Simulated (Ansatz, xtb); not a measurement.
# Two isomers of CH4Ge

Structure I: `[CH2]=[GeH2]`, a singlet. Structure II: `[CH3][GeH]`, a singlet. Both are isolated molecules in the gas phase, relaxed with B3LYP-D4/def2-TZVP.

I (Å):

```csv
atom,x (Å),y (Å),z (Å)
C,-0.2485,0.4712,-0.7540
Ge,-0.1192,0.2804,1.0074
H,-0.3521,-0.3829,-1.4080
H,0.0274,1.4695,1.9544
H,-0.2271,1.4466,-1.2190
H,-0.1471,-1.0852,1.6904
```

II (Å):

```xyz
6

C    -1.3032   -2.1534   -1.0666
Ge   -0.2787   -1.3969   -2.6185
H    -0.7088   -2.8444   -0.4703
H    -2.1963   -2.6679   -1.4352
H    -1.6573   -1.3364   -0.4298
H    -1.5217   -0.5132   -3.1201
```

Energies in hartree; the thermal terms are from B3LYP-D4/def2-TZVP harmonic frequencies (ideal gas, rigid rotor, one conformer each, 1000 K, 1 atm) and include the zero-point energy:

|  | I | II |
| --- | --- | --- |
| E, CCSD(T)/def2-TZVPP | −2115.976708 | −2115.992647 |
| zero-point energy | 0.038721 | 0.040816 |
| H(1000 K) − E | 0.066662 | 0.068206 |
| G(1000 K) − E | −0.069685 | −0.072237 |

Task: Work out ΔE, ΔE₀, ΔH and ΔG for I → II in kJ/mol (1 Eh = 2625.50 kJ/mol) and the equilibrium ratio [II]/[I].

Result: 1. ΔE = −2115.992647 − (−2115.976708) = −0.015939 Eh = −41.85 kJ/mol.
2. ΔE₀ = ΔE + ΔZPE = −0.015939 + (+0.002095) Eh = −36.35 kJ/mol.
3. ΔH = ΔE + (+0.001544) Eh = −37.79 kJ/mol.
4. ΔG = ΔE + (−0.002552) Eh = −48.55 kJ/mol, so ΔS = (ΔH − ΔG)/T = +10.8 J/(mol K).
5. kT = 3.1668 mEh, so K = [II]/[I] = exp(−ΔG/kT) = exp(+5.84) ≈ 340.

Structure II is favoured at this temperature. An error of 4 kJ/mol in ΔG would change K by a factor of 1.6. Mirror images and further conformers aren't counted.

As drawn, II has 1 C–Ge, 1 C–H in place of 1 C=Ge, 1 Ge–H.

Other levels gave ΔE = −170.1 (GFN2-xTB); −75.9 (HF/STO-3G, GFN2-xTB geometries); −57.5 (r2SCAN-D4/def2-SVP, GFN2-xTB geometries); −63.2 (B3LYP-D4/def2-TZVP); −81.1 (HF/def2-TZVPP); −36.1 (MP2/def2-TZVPP) kJ/mol. The correlated steps freeze 10 core orbitals; the filled d shell of Ge is correlated, in a basis made for valence electrons. Programs: Ansatz 0.2.0, xtb 6.7.1.

Methylgermylene, II, lies below germene, I, at every level listed, the reverse of the carbon case, where ethylene is far more stable than methylcarbene. The 1,2-hydrogen shift gives up a Ge–H bond and a rather weak Ge–C π bond for a stronger C–H bond, and leaves germanium divalent with a lone pair of largely 4s character. That pair is held tightly because the 4s and 4p orbitals differ in size and energy and hybridise poorly.

The stiffer C–H modes raise the zero-point energy of II and trim its advantage, while its positive entropy change, probably from the soft methyl torsion, restores it at 1000 K. Hartree–Fock gives −81.1 kJ/mol against −36.1 with MP2, which suggests that correlation stabilises the π-bonded isomer more. The preference for II is therefore better supported than its size, and the ratio of 340 is only a rough guide. Nothing here gives the barrier to the hydrogen shift, so germene could still persist kinetically.
